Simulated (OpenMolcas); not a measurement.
# Calibrating B3LYP/6-31G* (spherical functions) on S-containing molecules

The dipole moment in D of 8 S-containing molecules: x at B3LYP/6-31G* (spherical functions), y as measured (NIST CCCBDB). Shapes, held fixed at every level: PBE0-D4/def2-TZVP; CS, SiS at the measured bond length. Programs: OpenMolcas 26.06.

```
                    molecule  x (D)  y (D)
   SO2F2 (sulfuryl fluoride)   1.18   1.12
     S2O (Disulfur monoxide)   1.47   1.47
  SCl2O2 (sulfuryl chloride)   1.48      ?
HBS (hydrogen boron sulfide)   1.54   1.30
     CS (carbon monosulfide)   1.57   1.98
         CH4S (methanethiol)   1.72   1.52
     SiS (SMILES [Si-]#[S+])   1.74   1.73
            C2H4S (thiirane)   2.06   1.85
```

Question: Fit y = c + s·x to the known rows and predict y for SCl2O2.

Answer: 
1. Means of the 7 rows: x = 1.6114, y = 1.567.
2. Σ(Δx)² = 0.44249, Σ(Δx·Δy) = 0.35133, so the slope is 0.35133/0.44249 = 0.79398.
3. Intercept: 1.567 − (0.79398) × 1.6114 = 0.288. The largest residual of the fit is 0.45.
4. SCl2O2: 0.288 + 0.79398 × 1.48 = 1.46 D.

The measured value is 1.81 D, so the prediction is off by -0.35 D, within the largest residual. Uncorrected, B3LYP/6-31G* (spherical functions) misses SCl2O2 by -0.33 D, and the other rows by 0.16 on average. The line doesn't help this one. Left out in turn, the other rows are missed by 0.21 D on average, worse than no correction.

The errors have no common sign: the calculation overshoots for HBS, methanethiol and thiirane, is nearly exact for S2O and SiS, and falls well short for CS. A straight line in the moment itself can't separate these cases, and near SCl2O2 it leaves the computed value almost unchanged. CS lies close to the mean x, so it mostly lifts the line rather than tilting it.

In the sulfuryl halides, the S–O and S–halogen bond dipoles partly oppose each other, so the net moment is sensitive to small errors in either. A compact basis with limited polarisation flexibility at sulfur probably misjudges both. In SO2F2 these errors may largely cancel, while the less polar S–Cl bonds would leave more of the S–O error exposed. In CS, the moment depends strongly on the carbon lone pair, whose outer region is probably described poorly without diffuse functions. The data thus give no support for a transferable linear correction across these sulfur compounds; whether the error follows bonding type can't be settled from so few molecules, since similarly bonded pairs such as CS and SiS differ widely in error.
